Anatase, the tetragonal form of TiO₂, can be scaled by the same factor in every direction, or it can be stretched in the plane, as a thin film is by its substrate. Both treatments alter the volume, but only the second alters the proportions of the cell. Real pressure, even when equal on all sides, usually does some of both, because a tetragonal crystal need not yield equally along c and across it. Anyone who wants to read strain from a calculated or measured signal has to know whether the signal follows the volume or the proportions. The test here is a cell enlarged by 2 % in volume at fixed proportions: what are its pressure and the electric field gradients at its nuclei?

Anatase TiO₂ (6-atom cell) in Ansatz 0.2.0 with PBE, all-electron PAW, scalar-relativistic, no spin polarisation, Gaussian nuclei, 13 × 13 × 13 k points and 0.08 eV Fermi-Dirac smearing. The base run uses a measured cell, and the atoms are not relaxed in any run. Pressure is positive in compression; Vzz is the principal electric field gradient of largest magnitude.

```
      change from the base run  pressure (GPa)  Vzz at Ti (1e21 V/m^2)  Vzz at O (1e21 V/m^2)
                          base            5.96                   -0.15                   1.79
         volume scaled by 0.96           16.18                   -0.12                   1.55
         volume scaled by 0.99            8.32                   -0.15                   1.73
         volume scaled by 1.02               ?                       ?                      ?
         volume scaled by 1.06           -5.93                   -0.20                   2.14
equal xx and yy strain of +2 %           -2.00                   -2.05                   2.12
equal xx and yy strain of -1 %           10.63                    0.82                   1.62
equal xx and yy strain of -3 %           21.59                    2.85                   1.29
```

Vzz is the largest principal component of the electric field gradient at a nucleus. It measures how unevenly charge is arranged around that nucleus, and it vanishes for a perfectly cubic surrounding. Nuclei with a quadrupole moment feel it, which is how resonance experiments get at it. At Ti, symmetry ties its axis to c, the long axis of the cell, so a change of sign there is a real reversal and not a swap of axes.

All known rows describe the same electronic state, an insulator with a gap of a little over 2 eV. The atoms keep their relative positions in the cell throughout. The differences between rows are therefore the response of one material to a change of volume and shape, with the atoms carried along and not allowed to settle.

Pressure comes first, because its law is the best known. Let v be the volume divided by that of the base cell. The bulk modulus B = −v dP/dv says how much pressure P a small relative change of volume costs. In many solids B grows by roughly 4 GPa for each GPa of added pressure, because the repulsion between atoms steepens as they approach. Taking that rate as exactly 4 and integrating gives the Murnaghan form:

P = A / v⁴ − C

The two constants were fitted to the four known rows with unchanged proportions, which gives A = 57.37 GPa and C = 51.39 GPa. For the enlarged cell, which took no part in the fit, 1/1.02⁴ is 0.924. The estimate is then 57.37 × 0.924 − 51.39 = 1.6 GPa. A straight line drawn between the base row and the 6 % expansion would give 2.0 GPa, since it ignores that the crystal softens as it expands.

The gradient at Ti needs a different argument. Each Ti has six O neighbours, two along c and four close to the plane across it. Negative charge along c pushes Vzz at Ti down, and negative charge in the plane pushes it up. In the base cell the result is only −0.15 × 10²¹ V/m², a small remainder that suggests a near-balance of opposing contributions. Uniform scaling changes all distances by the same factor, so it should disturb such a balance little.

A Wheatstone bridge behaves in a similar way. Its output depends on the ratios of four resistors, so changing all of them by the same factor leaves a balanced bridge balanced, while changing only two opposite resistors by the same factor drives the output up or down. The likeness ends where the electrons respond. In the crystal the contributions themselves shift as the atoms move apart, and the Ti gradient does drift from −0.12 to −0.20 between the smallest and the largest of the uniformly scaled cells.

At O the simplest picture fails before any forecast is made. If the crystal were a set of fixed point charges, every gradient would shrink in proportion to 1/v on uniform expansion. The 6 % expansion would then lower the O gradient from 1.79 to 1.69, but the calculation raises it to 2.14. The electron cloud must therefore change in a way that outweighs the growing distances. An altered balance among the oxygen 2p orbitals is a plausible cause, but no orbital populations are at hand to test it.

For both gradients the forecast uses a straight line in the logarithm of v, again fitted to the four known rows with unchanged proportions. This is the ordinary first-order response to a small change of size. The forecasts for the cell enlarged by 2 % are as follows, with gradients in 10²¹ V/m².

Pressure: still positive, 1.6 GPa, range 1.5 to 1.7.
Vzz at Ti: small and negative, −0.17, range −0.19 to −0.15.
Vzz at O: slightly above the base, 1.91, range 1.89 to 1.93.

The ranges allow for the rounding of the table and for small jumps between cells, because the atomic datasets were made for the crystal and the plane-wave cutoff differs from run to run, between 440 and 500 eV.

The withheld rows as computed:

```
change from the base run  pressure (GPa)  Vzz at Ti (1e21 V/m^2)  Vzz at O (1e21 V/m^2)
   volume scaled by 1.02            1.58                   -0.17                   1.91
```

All three values fall within their ranges. The pressure is 1.58 GPa, about 0.03 GPa below the model's own value, and both gradients agree to the printed digits. The straight line for the pressure would have missed by 0.4 GPa, so the softening on expansion is visible even over this short step. Fixed point charges would have put the O gradient at about 1.75, clearly too low.

The three hits do not carry equal weight. The new cell lies between known ones, and a smooth curve is expected to do well there. For Ti the test is especially mild, because a forecast of no change at all would have landed on the edge of the range. No convergence test of the gradients is at hand either, so such a small drift carries little weight. What the hits support is a smooth response to volume; they do not prove the causes proposed for it.

The in-plane strains show what volume alone leaves out. They hold c fixed, whereas in a real film c can adjust, and they change the volume and the ratio c/a together. The fair comparison is therefore with a uniformly scaled cell of the same volume, as given by the fitted laws. Judged this way, the pressure is nearly blind to shape. Across the strained cells it varies by almost 24 GPa, yet it stays within about 0.4 GPa of the volume law, which is stretched slightly beyond its fitted range for the strongest compression. The reason is that this pressure is the mean of the stresses along three perpendicular axes. In every uniformly scaled cell the stress along c is the larger one; with 4 % less volume it is 19.8 GPa against 14.4 GPa in the plane. After the 3 % in-plane compression, which leaves a somewhat smaller volume, the order is reversed, with 18.9 GPa along c and 22.9 GPa in the plane. A change of shape at fixed volume raises one stress and lowers the other, and most of the effect cancels in the mean. In a cubic crystal under even pressure the cancellation would be exact to first order; in a tetragonal one it need not be.

The Ti gradient does the opposite. Raising c/a by 1 % at fixed volume shifts it by 0.94 to 0.97 × 10²¹ V/m² in the three strained cells, while 1 % more volume at fixed c/a shifts it by less than 0.01. With the atoms held at their relative positions, shape is thus about a hundred times more effective than volume. The direction fits the picture of the neighbours: in-plane compression brings the four negative O atoms closer and drives the gradient upward. That picture gives the right sign, but the bare charges of the neighbours are expected to fall far short of the size. Most of it should come from the electrons of the Ti atom itself, which the neighbours distort and which sit much closer to the nucleus.

The O gradient listens to both. It rises by about 0.06 × 10²¹ V/m² for 1 % more volume and falls by about 0.05 for 1 % more c/a, the latter taken from the strongest compression. Stretching the plane enlarges the volume and lowers c/a, so the two effects add. This is why a 2 % in-plane stretch, which enlarges the volume by only 4 %, brings the O gradient almost as high as a uniform expansion of 6 %. The printed output after this text gives the fits and the misses of the strained cells.

For anatase calculated in this way, with the atoms carried along and not relaxed, the pressure serves as a gauge of volume and the Ti gradient as a gauge of shape. The flat response of the Ti gradient to volume may owe much to that constraint. The force on O along c falls from 0.63 eV/Å in the smallest uniformly scaled cell to −0.03 eV/Å in the largest, so relaxed O atoms would shift as the volume changes and alter the bonds along c and near the plane unequally. A relaxed crystal is therefore expected to show a much larger volume response at Ti, and the factor of a hundred should not be carried over to it. The Ti gauge is sensitive enough to be treacherous near its zero. With a response of about 0.95 per 1 % of c/a, an error of only 0.15 / 0.95 = 0.16 % in that ratio changes the gradient by as much as its whole value in the base cell. A calculated Ti gradient for unstrained anatase therefore means little unless the c/a behind it is stated and trusted.

The choice of cell matters for the pressure as well. The base cell is a measured one, and at this level of theory it is under 6 GPa of compression. The volume law puts zero pressure near a 3 % larger volume if the proportions are kept. Only the mean stress vanishes there: the cell with 2 % more volume still carries 3.9 GPa along c against 0.4 GPa in the plane, so a cell relaxed with PBE is expected to have a larger c/a, and with it a different Ti gradient. This agrees with the known habit of the PBE functional to make oxides somewhat too large, so the 6 GPa should not be read as a pressure in the real sample.

One question remains open, and it concerns the most sensitive quantity. In the base cell the O atoms feel forces of about 0.34 eV/Å along c, and letting them move would change the very distances whose balance sets the Ti gradient. Whether the small negative value would survive, or even keep its sign, has not been tested. Relaxing the O positions at fixed cell and computing the gradient again would settle it, and that step should come before any comparison with a measured Ti gradient.

Printed output of the fit:

```
fit of P on 4 rows (uni): constant -51.39 +/- 0.098, coefficient of u 57.37 +/- 0.097; rms 0.019, worst base 0.0221, leave-one-out rms 0.0585
  rows outside the fit (model, value, miss): volume scaled by 1.02 1.613, 1.58, 0.033; equal xx and yy strain of +2 % -2.423, -2, -0.423; equal xx and yy strain of -1 % 10.79, 10.63, 0.155; equal xx and yy strain of -3 % 21.81, 21.59, 0.222
fit of Vzz_Ti on 4 rows (uni): constant -0.1535 +/- 0.002, coefficient of x -0.7965 +/- 0.057; rms 0.00289, worst volume scaled by 0.99 0.00448, leave-one-out rms 0.0041
  rows outside the fit (model, value, miss): volume scaled by 1.02 -0.1693, -0.17, 0.0007; equal xx and yy strain of +2 % -0.1851, -2.05, 1.86; equal xx and yy strain of -1 % -0.1375, 0.82, -0.958; equal xx and yy strain of -3 % -0.105, 2.85, -2.96
fit of Vzz_O on 4 rows (uni): constant 1.791 +/- 0.0011, coefficient of x 5.963 +/- 0.03; rms 0.00154, worst volume scaled by 0.96 -0.00193, leave-one-out rms 0.00501
  rows outside the fit (model, value, miss): volume scaled by 1.02 1.91, 1.91, -0.000449; equal xx and yy strain of +2 % 2.028, 2.12, -0.0924; equal xx and yy strain of -1 % 1.672, 1.62, 0.0516; equal xx and yy strain of -3 % 1.428, 1.29, 0.138
Bulk modulus at the base volume, atoms clamped, from the pressure law (GPa): 229.5
Volume over base volume at zero pressure, from the pressure law: 1.028
Rival: pressure at 1.02 from the straight chord between base and 1.06 (GPa): 1.997
Rival: O gradient at 1.02 if charges were fixed points (1e21 V/m^2): 1.755
Rival: O gradient at 1.06 if charges were fixed points (1e21 V/m^2): 1.689
Computed rise of the O gradient from base to 1.06 (percent): 19.55
Ti gradient, change for 1 % more volume at fixed c/a (1e21 V/m^2): -0.007965
Ti gradient, change for 1 % more c/a at fixed volume, from the +2 % strain (1e21 V/m^2): 0.9418
Ti gradient, change for 1 % more c/a at fixed volume, from the -1 % strain (1e21 V/m^2): 0.9527
Ti gradient, change for 1 % more c/a at fixed volume, from the -3 % strain (1e21 V/m^2): 0.9702
O gradient, change for 1 % more volume at fixed c/a (1e21 V/m^2): 0.05963
O gradient, change for 1 % more c/a at fixed volume, from the -3 % strain (1e21 V/m^2): -0.04538
```
